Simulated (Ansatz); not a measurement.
Li₂Pd: pressure against volume scale

Periodic Kohn-Sham DFT of a crystal at fixed atoms, scaled to volume_scale times the given cell; pressure positive in compression, energy less spherical unpolarised free atoms, largest_vzz the field gradient of largest size among the nuclei. The results are calculated, by Ansatz 0.2.0.

The cell before it is scaled or strained (space group P6/mmm, No. 191):
```
cell vectors (Å)
   4.2267     0.0000     0.0000
  -2.1134     3.6604     0.0000
   0.0000     0.0000     2.7319
atoms (fractions of the cell vectors)
Li  0.33333  0.66667  0.50000
Li  0.66667  0.33333  0.50000
Pd  0.00000  0.00000  0.00000
```

Settings of every row: method all-electron PAW; functional LDA; relativity scalar; k mesh 11x11x15; filling fermi-dirac; smearing width 0.08 eV; nucleus gaussian.

Atom start moment: 0 on all atoms.

Limits: field gradient without spin-orbit coupling on heavy atoms; no gap: field gradients move with the k mesh.

| row | volume scale | V (Å³/atom) | pressure (GPa) | largest V_zz (1e21 V/m^2) |
| --- | --- | --- | --- | --- |
| 1 | 0.94 | 13.243 | -1.86 | -8.637 |
| 2 | 0.98 | 13.807 | -4.035 | -7.85 |
| 3 | 1 | 14.089 | -4.944 | -7.485 |
| 4 | 1.01 | 14.23 | ? | ? |
| 5 | 1.04 | 14.652 | -6.465 | -6.801 |

Question: what pressure should row 4 give?

Worked fit of pressure. Take u = (V_r/V)^(2/3) − 1 with V_r = 13.948 Å³ an atom, which is twice the finite (Eulerian) strain; such expansions in the strain, on which the Birch-Murnaghan equation of state is built, carry the rest volume and the bulk modulus. The shown rows have u = 0.03518, 0.0068, -0.00668, -0.03229. Least squares give pressure = −4.5033 + 67.628 × u + 213.2 × u² GPa; a straight line predicts inner rows, each left out in turn, worse (root mean square 0.16 against 0.0031 GPa). The rows lie off it by 0.000, -0.001, 0.002, 0.000. The withheld row has u = -0.01326, so the fit gives −4.5033 + 67.628 × (-0.01326) + 213.2 × (-0.01326)² = -5.363 GPa.

The calculation gave -5.36 GPa. The fit lies 0.003 GPa (0.065 % of the column's range) below it; its largest miss of a shown row is 0.002 GPa.

The other values of row 4: largest V_zz -7.308 1e21 V/m^2.
